## Choosing a functional for a weak N–O bond

A functional has to be chosen before a dissociation enthalpy can be computed, and one way is to take the one that comes closest to measurement on a small test molecule. For hydroxylamine, NH₂OH, the table seems to settle the choice in favour of the local density approximation, with an error of 1.4 kJ/mol, and against BHandHLYP, with −53.7. The verdict on LDA is false. The verdict on BHandHLYP is right for this bond, but the obvious reason for it, too much exact exchange, explains less than it appears to.

Homolytic bond dissociation enthalpies of neutral singlet hydroxylamine, NH₂OH, at 298.15 K and 1 bar, computed with PySCF 2.14.0 by non-relativistic density-functional theory at the levels listed. Geometries and thermal terms are from PBE0-D3(BJ)/def2-SVP throughout.

```csv
level,integration grid level,site or bond (first listed),measured enthalpy (kJ/mol),broken computed (kJ/mol),broken error (kJ/mol)
PBE0-D3(BJ)/aug-pcseg-1,2,N1-O2,267,258.7,-8.30
wB97X-D3(BJ)/def2-TZVP,2,N1-O2,267,264.4,-2.60
M06-2X/def2-TZVP,3,N1-O2,267,274.3,7.30
B3LYP-D3(BJ)/def2-TZVP,2,N1-O2,267,251.7,-15.40
PBE0-D3(BJ)/def2-TZVP,2,N1-O2,267,262.0,-5.00
HSE06/def2-TZVP,2,N1-O2,267,257.1,-9.90
BHandHLYP/def2-TZVP,2,N1-O2,267,213.3,-53.70
PBE0-D3(BJ)/def2-QZVPPD,2,N1-O2,267,259.8,-7.20
LDA/def2-TZVP,2,O2-H,326.2,327.6,1.40
```

"Broken computed" is the enthalpy D of splitting the named bond into two radicals at 298.15 K, "measured enthalpy" is the Active Thermochemical Tables value, and "broken error" is computed minus measured. N1-O2 is the cleavage to NH₂ + OH, and O2-H the loss of the hydroxyl hydrogen. All rows are density-functional results: eight rows from six hybrid functionals, and LDA. The same calculations yield D for all three kinds of bond, N–O, O–H and N–H, and these values are used below.

### The best row is the worst

In each row the bond shown is the weakest of the three in that calculation. For the eight hybrid rows this is N–O, in agreement with the measured order of N–O below O–H. LDA reverses the order: it puts N–O at 391.6 kJ/mol, above its own O–H value of 327.6. On the bond that the other rows describe, LDA is therefore 124.6 kJ/mol or 47 % above measurement, the largest error of all, and it names the wrong bond as the first to break. From here on N–O is compared with N–O.

### First explanation: the settings

Geometry and thermal terms are shared, so the step from electronic energy to enthalpy is −26.7 kJ/mol for N–O in every row. Any error in it moves all rows together, and the differences between rows are electronic. The same holds for the spin-orbit lowering of the OH radical, absent from these non-relativistic runs and roughly 1 kJ/mol as a recalled size. The shared geometry is less even-handed, because a PBE0 structure is not the exact minimum of the other functionals. No run tests that error, which is expected to be small beside the large gaps. The three PBE0 bases span 3.3 kJ/mol, whereas six hybrids in one basis span 61.0.

Settings thus fail to explain the large gaps, as far as PBE0 speaks for the basis sensitivity of the other functionals, but they blur the small ones. wB97X lies 2.4 kJ/mol above PBE0, less than the basis spread, and PBE0 moves away from measurement in the larger basis, from −5.0 to −7.2. HSE06 differs from PBE0 in screening and also in lacking the D3 dispersion term, and M06-2X was run on a finer grid. No ranking among close neighbours survives these differences.

### Second explanation: the share of exact exchange

A global hybrid replaces a fraction a of semilocal exchange by Hartree–Fock (HF) exchange. At fixed orbitals the energy of each species is linear in a, and so is the difference between fragments and molecule:

E(a) = E(0) + a·(Ex,HF − Ex,sl)

D(a) = D₀ + k·a, with k = Δ(Ex,HF − Ex,sl) and Δ = fragments minus molecule

The sign of k can be argued from minimal-basis H₂. Two electrons in the bonding orbital are found on the same atom half of the time in the HF description, and mixing in the doubly excited antibonding configuration restores their tendency to stay on opposite sides. To second order this left–right correlation lowers the energy by K²/(2Δε), with K the exchange integral between the two orbitals and Δε their gap, so it grows as the bond weakens. The HF exchange hole spreads over both atoms, while the true exchange-correlation hole is more local. A semilocal exchange hole is local by construction and imitates that correlation, so removing it costs the molecule more than the fragments and k is negative.

The analogy carries one idea only, that a small σ–σ* gap makes a bond sensitive to a. N–O is plausibly such a bond: the lone pairs on both atoms repel, which lengthens and weakens the bond, and with poorer overlap σ* is pushed up less. H₂ has no lone pairs and no fragment with internal structure, so it says nothing about size, nor about the correlation among the many valence electrons crowded round N and O. What transfers is a rule that theory argues: a weak single bond between two electron-rich atoms should lose more binding with rising a than a short, strong bond to hydrogen.

The closest thing to a test is the pair B3LYP and BHandHLYP, built from Becke exchange and LYP correlation at 20 % and 50 %. N–O falls by 38.4 kJ/mol between them, O–H and N–H by less than 5. The sign and the selectivity match the argument. The pair is not clean, since the two also differ in the weights of their gradient and correlation parts and only B3LYP carries D3, and two points cannot show that a line is straight.

The tempting step is to treat a as the variable that orders all functionals. Carried from this pair to M06-2X at 54 %, a row that played no part in fixing the slope, the estimate runs:

k = (213.3 − 251.7)/(50 − 20) = −1.28 kJ/mol per %

D(54) = 251.7 − 1.28 × (54 − 20) = 208.2 kJ/mol

The calculation gives 274.3, which is 66.1 kJ/mol above the estimate. The hybrid with the most global exact exchange has the strongest N–O bond of the eight, next in a to the one with the weakest. PBE0, too, binds more than B3LYP although its fraction is higher.

A least-squares line of D against a through the four global hybrids in def2-TZVP explains 3 % of the variance (R² = 0.03) and leaves an rms residual of 22.5 kJ/mol. Adding LDA at a = 0 raises R² to 0.55, which looks like support, but the rms residual rises to 40.4 and the trend rests on that one point. The range-separated wB97X and HSE06 have no single a and were kept out; placed at their short-range fractions they fall within 9 kJ/mol of the nearly flat hybrid line and far below the steep one.

LDA is also not the a = 0 member of the hybrid family. Extending the pair's slope to zero gives 251.7 + 1.28 × 20 = 277.3 kJ/mol, which is 114 below the LDA value. The known cause of LDA overbinding is a different one: without a gradient correction it recovers too little exchange energy where the density falls off steeply, and separated fragments have more such surface than the molecule. The derivation leaves room for this outcome, because D₀ and k belong to a given semilocal form and change with it. That the fitted form of M06-2X supplies the binding its exact exchange removes is a plausible guess, which these totals do not resolve into parts.

### Third explanation: a general tendency to bind

Each functional might simply bind every bond more or less tightly. This needs no parameter: measured from PBE0/def2-TZVP, the shift of N–O should equal the mean shift of O–H and N–H. For HSE06, wB97X and M06-2X it does so within 3 to 6 kJ/mol. That is the size of a basis effect, since going to def2-QZVPPD changes the same difference by −2.2 − (4.8 + 3.7)/2, about −6. The misses must also be set beside the shifts themselves. For HSE06 (N–O −4.9, mean of the others −2.0) and wB97X (2.4 and 8.0) they are of similar size, so the agreement says little. Only for M06-2X (12.3 and 18.7) is the common shift clearly larger than the miss: its high N–O value goes with high values for all three bonds.

The picture fails for the other three functionals. BHandHLYP lowers N–O by 48.7 kJ/mol while its bonds to hydrogen rise by 3.1 on average, and B3LYP shows the same opposite movement, with −10.3 for N–O and 6.4 for the mean of the other two. LDA raises all three bonds, but N–O three times as much as the mean of the other two, which is what reverses its order of bond strengths. Across the six def2-TZVP hybrids O–H and N–H move together (correlation coefficient 0.98), while N–O follows them only loosely (0.41).

One caution attaches to using X–H bonds as a gauge. Their cleavage leaves H₂NO or HNOH, radicals that keep the N–O unit. These, like NH₂ and OH, each rest on a single SCF solution that was not tested for being the lowest state. If the unpaired electron spreads over N and O, semilocal exchange would favour the radical as well as the parent, which could contribute to the small response of these bonds to a; this is a guess.

### What can be decided

The numbers speak against basis set and thermal terms as the source of the wide spread, exclude a as a single ordering variable, and leave the general-binding picture with some support from M06-2X only, relative to PBE0. What remains can be described, though not yet explained, as a sum: an offset that belongs to the functional's form and a term specific to N–O, negative for both Becke–LYP hybrids relative to PBE0, more so at the higher a, and strongly positive for LDA. Its link to left–right correlation is argued, and supported by one imperfect pair.

For the choice of method, six of the eight hybrid rows lie within 10 kJ/mol of the measured N–O value, the exceptions being B3LYP and BHandHLYP. That success does not carry over even to the next bond of the same molecule, since all eight hybrid rows place O–H too low, by 16 to 39 kJ/mol. LDA alone matches O–H, presumably because its overbinding offsets whatever depresses the hybrid values, though nothing here tests that. No row comes within 15 kJ/mol of both measurements, so a functional has to be judged on the kind of bond it will be asked to break, and one molecule supplies a single example of each kind.
